How large is a crystal of stishovite, the dense form of SiO₂ in which each silicon has six oxygen neighbours, when nothing presses on it? A real crystal settles where the push of overlapping electron shells balances the pull of its bonds. A calculation settles where its own approximate push and pull balance. If the approximation gets the balance wrong, the computed crystal, held at the real one's size, will push outward or pull inward.

Stishovite (SiO₂, 6-atom cell) computed with Ansatz 0.2.0: DFT with the PBE functional, all-electron LAPW, scalar-relativistic, 6×6×9 k mesh, basis error target 1 meV/atom. The atoms are not relaxed. Pressure is positive in compression, and energies are relative to spherical, unpolarised free atoms.

```csv
volume (Å³/atom),c/a,shortest distance (Å),pressure (GPa),energy less free atoms (eV/atom)
7.303,0.6382,1.721,34.86,-7.657
7.458,0.6382,1.733,26.02,-7.687
7.614,0.6382,1.745,18.04,-7.708
7.691,0.6318,1.746,14.87,-7.715
7.769,0.6382,1.756,10.81,-7.722
7.847,0.6382,1.762,7.47,-7.726
7.925,0.6382,1.768,4.29,-7.729
7.925,0.6319,1.764,4.75,-7.729
8.080,0.6382,1.780,-1.61,-7.730
8.235,0.6382,1.791,-6.95,-7.726
```

**From 7.303 to 7.614 Å³/atom: squeezed cells**

Under strong compression any reasonable theory gives the same qualitative answer. Closed shells are forced into each other, the kinetic energy of the electrons rises steeply, and the crystal pushes outward. The first row shows this with 34.86 GPa. Such a number can't expose a faulty functional by itself, because real stishovite squeezed this far would push back hard too, and the table holds no measured pressure for comparison.

A different weakness does show here. The printed pressure is the mean over three directions, and in the first row the stress along the short c edge exceeds that along the two a edges by 5.8 GPa. The cell was shrunk with c/a, the ratio of the two edges, and the relative atomic positions held fixed, so it couldn't choose its own shape. A likely reason for the stiffer c direction is that the SiO₆ octahedra share edges along it, which brings silicon ions close to one another. These rows therefore give the pressure of a frozen shape, not that of a crystal free to adjust.

**At 7.691 Å³/atom: a change of shape**

This cell was shortened by 1 % along c alone, so it doesn't belong on the curve of its neighbours. The stress along c now exceeds that along a by 6.3 GPa, more than in the first row, although the mean pressure is less than half as large. A wrong shape thus leaves a clear mark: the directions disagree. That mark helps to diagnose the next row.

**At 7.769 Å³/atom: where the functional fails**

This cell is nearly the size of real stishovite, whose volume at room conditions is roughly 7.8 Å³/atom (a recalled value, good to two figures). Here the right answer is known without any high-pressure experiment: the pressure should be close to zero. PBE gives 10.81 GPa. The stresses along a and c are 10.6 and 11.2 GPa, so the crystal pushes outward almost equally in all directions. It wants more volume, not another shape.

The energy column hardly betrays this. The cell lies only 8 meV/atom above the row at 8.080 Å³/atom, on a scale where the binding amounts to several eV. Near its minimum an energy curve is flat: the energy excess grows with the square of the displacement, while the pressure, which is the slope, grows in proportion to it. A small displacement is therefore much easier to see in the pressure.

Faulty numerics could also produce a false pressure, and the energies allow a first check. If the pressure is the true slope of the energy, its work during expansion from this cell to 8.080 Å³/atom must equal the energy released. The work is 8.6 meV/atom and the energy released is 8.5 meV/atom. The pressure is thus the slope of the computed energy. This alone doesn't rule out a poor basis, which could distort both in the same way, but the program's own estimate of the basis error is about 0.5 meV/atom both at 7.614 and in the strained cell at 7.925 Å³/atom. An error that hardly changes with volume adds almost no pressure. The search for the origin can therefore turn to the functional.

**Why PBE pushes outward**

Think of the PBE energy as the true energy plus an error. If that error were the same at every volume, it would do no harm to the size of the crystal, however large it was. Only its slope matters, because pressure is the fall of energy per unit of added volume. At 7.8 Å³/atom the fitted curve gives 9.5 GPa; since 1 eV/Å³ is about 160 GPa, this corresponds to a slope of 9.5/160, or about 0.06 eV/Å³. An error that changes by a mere 6 meV/atom over 0.1 Å³/atom is enough.

Two limiting cases show where such a slope can come from. In a uniform electron gas the density has no gradient, and PBE reduces to the local density approximation. In separate atoms the density dies away in long tails, where it changes strongly relative to its own size, and there PBE's gradient correction lowers the exchange energy by the largest fraction. A solid lies between these limits, and compression moves it towards the first: neighbouring tails overlap and fill the thin regions between the atoms.

Compression therefore costs the solid part of its gradient gain, and expansion returns it. Relative to the local density approximation, which tends to make solids slightly too small, this acts as an additional outward pressure. The correction has the right direction, but PBE makes it strong enough to serve atoms well, and that is too strong for the more slowly varying density in many solids. By this argument PBE makes many crystals too large. The table contains no second functional, so it shows the outward pressure but can't test this explanation of it.

**From 7.847 to 7.925 Å³/atom: the push fades**

As the cell grows at fixed c/a, the pressure falls to 7.47 and then 4.29 GPa. The volume at which it will vanish can be estimated from the neighbourhood of the 7.769 row. The stiffness B is the pressure lost per relative gain in volume. From the rows on either side, at 7.614 and 7.925 Å³/atom with c/a 0.6382,

B ≈ 7.769 × (18.04 − 4.29) / (7.925 − 7.614) ≈ 343.5 GPa.

The relative expansion needed to relieve the pressure is then

pressure / B ≈ 10.81 / 343.5 ≈ 0.031, or 3.1 %.

The same reasoning carries over to other solids: for a given false pressure, a crystal half as stiff would expand about twice as far. The estimate comes out slightly low, because a crystal softens as it expands and each further step relieves less pressure.

The two rows at 7.925 Å³/atom show what the shape contributes. Their energies agree in the table to the last digit, yet their pressures differ by about 0.5 GPa. In the cell with c/a 0.6382 the stress along c is 0.8 GPa below that along a; in the other it is 3.7 GPa above. The best shape thus lies between them, close to the first, and neither the energy column nor the mean pressure would have revealed it.

**From 8.080 to 8.235 Å³/atom: past the balance**

Here the pressure is negative: the bonds are stretched and pull the crystal together. A Birch–Murnaghan curve, a smooth relation between pressure and volume, was fitted to the eight rows with c/a 0.6382 and crosses zero at 8.04 Å³/atom. That is 3.4 % above the 7.769 cell, against 3.1 % from the estimate, whose three rows were also part of the fit. The printed output that follows gives the details. The fitted stiffness, about 300 GPa at zero pressure, belongs to the frozen shape; a crystal free to adjust would be somewhat softer.

Could the frozen shape, rather than PBE, have caused the expansion? The response of the two cells at 7.925 Å³/atom gives an estimate. To even out the stress at zero pressure, c/a would have to fall by about 0.4 %, which would move the balance by only 0.005 Å³/atom, and outward. The expansion to be explained is 8.04 − 7.77, or 0.27 Å³/atom. The atomic positions were not relaxed either, but the forces on the oxygens nearly vanish close to the volume of zero pressure, so relaxing the positions should hardly move the balance.

PBE's stishovite is thus about 3 % larger than the real one, and its density about 3 % too low. The measured volume includes the vibrations of the atoms, which normally expand a crystal and are absent from the calculation, so the error of the functional itself is probably somewhat larger. For practical work the choice of cell matters: a calculation at the measured size describes, as far as PBE is concerned, a crystal compressed by about 10 GPa. One at PBE's own volume is free of that pressure, but its bonds are slightly too long.

Numerical output:

```
fit of pressure on 8 rows (c_a > 0.635): coefficient of ((s/vol)**(7/3) - (s/vol)**(5/3)) 448.2 +/- 0.47, coefficient of ((s/vol)**(7/3) - (s/vol)**(5/3))*((s/vol)**(2/3) - 1) 49.51 +/- 8.4, s 8.036; rms 0.0128, worst 7.925 -0.0186, leave-one-out rms 0.0176
  rows outside the fit (model, value, miss): 7.691 14.36, 14.87, -0.515; 7.925 4.271, 4.75, -0.479
zero-pressure volume at fixed shape, Å³/atom: 8.036
stiffness at zero pressure and fixed shape, GPa: 298.8
zero-pressure volume above the unscaled cell, %: 3.435
zero-pressure volume above the rough measured one, %: 3.024
pressure of the curve at the rough measured volume, GPa: 9.468
local stiffness at the unscaled cell, GPa: 343.5
expansion estimated as pressure over local stiffness, %: 3.147
energy of the unscaled cell above row 8.080, meV/atom: 8.517
the same from the work of the pressure, meV/atom: 8.609
stress along c less stress along a, all rows, GPa: 7.303 5.794, 7.458 3.917, 7.614 2.197, 7.691 6.324, 7.769 0.62, 7.847 -0.119, 7.925 -0.827, 7.925 3.708, 8.08 -2.155, 8.235 -3.376
size of the force on each O, all rows, eV/Å: 7.303 0.7009, 7.458 0.5308, 7.614 0.3719, 7.691 0.242, 7.769 0.2233, 7.847 0.1527, 7.925 0.08443, 7.925 0.01824, 8.08 0.04554, 8.235 0.1672
change of c/a that evens the stress at zero pressure, %: -0.3921
shift of the zero-pressure volume by that change, Å³/atom: 0.004777
volume where the force on O changes sign, Å³/atom: 8.026
pressure of the strained cell less the unstrained one at 7.925, GPa: 0.46
energy of the strained cell less the unstrained one at 7.925, meV/atom: 0.45
the same from the work of the uneven stress, meV/atom: 0.4712
```
